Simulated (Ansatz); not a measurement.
## A series in volume scale on SiAu₃

All results are calculated (Ansatz 0.2.0). Free energy against uniform scaling of the volume at fixed shape and fractions; periodic cell, basis, potentials, k mesh and filling as listed.

The cell before it is scaled or strained (space group Fm-3m, No. 225):
```
CELL_PARAMETERS angstrom
0.00000 3.28570 3.28570
3.28570 0.00000 3.28570
3.28570 3.28570 0.00000
ATOMIC_POSITIONS crystal
Si 0.00000 0.00000 0.00000
Au 0.25000 0.25000 0.25000
Au 0.75000 0.75000 0.75000
Au 0.50000 0.50000 0.50000
```

Settings of every row: functional LDA; dispersion none; accuracy medium; potentials PAW; wave cutoff 630 eV; density cutoff 2520 eV; k mesh 6x6x6; k shift 0x0x0; occupations fermi dirac; smearing width 0.1 eV; spin none.

Limits: coarse k mesh, up to 40 meV an atom off; no spin-orbit coupling, which can matter with elements this heavy; the cell comes from a prototype or a list of computed structures and needn't be the stable phase.

```
row  volume scale  V (Å³/atom)  energy above lowest point (meV/atom)
  1          0.88       15.608                                     ?
  2          0.92       16.317                                     0
  3          0.96       17.026                                  12.3
  4             1       17.736                                  48.3
  5          1.04       18.445                                 101.9
  6          1.08       19.155                                 168.6
  7          1.12       19.864                                 245.1
```

Question: what energy above lowest point should row 1 give?

Worked fit of energy above lowest point. Take u = (V_r/V)^(2/3) − 1 with V_r = 18.09 Å³ an atom, which is twice the finite (Eulerian) strain; such expansions in the strain, on which the Birch-Murnaghan equation of state is built, carry the rest volume and the bulk modulus. The shown rows have u = 0.07119, 0.04124, 0.01326, -0.01287, -0.03742, -0.06046. Least squares give energy above lowest point = 73.13 − 2056.81 × u + 13681.5 × u² + 10940 × u³ meV/atom; a parabola predicts inner rows, each left out in turn, worse (root mean square 1 against 0.11 meV/atom). The rows lie off it by 0.0, 0.0, 0.0, 0.1, -0.1, 0.0. Its lowest point lies at u = 0.0694, or V = 16.36 Å³ an atom, and the curvature there gives the bulk modulus at fixed shape and fractions, B = (4/9)(1 + u)² E″(u)/V = 159 GPa. The withheld row has u = 0.10339, so the fit gives 73.13 − 2056.81 × (0.10339) + 13681.5 × (0.10339)² + 10940 × (0.10339)³ = 18.8 meV/atom.

The calculation gave 19.2 meV/atom. The fit lies 0.4 meV/atom (2.1 % of the value, 0.16 % of the column's range) below it; its largest miss of a shown row is 0.1 meV/atom. This row lies beyond the range of the fit.
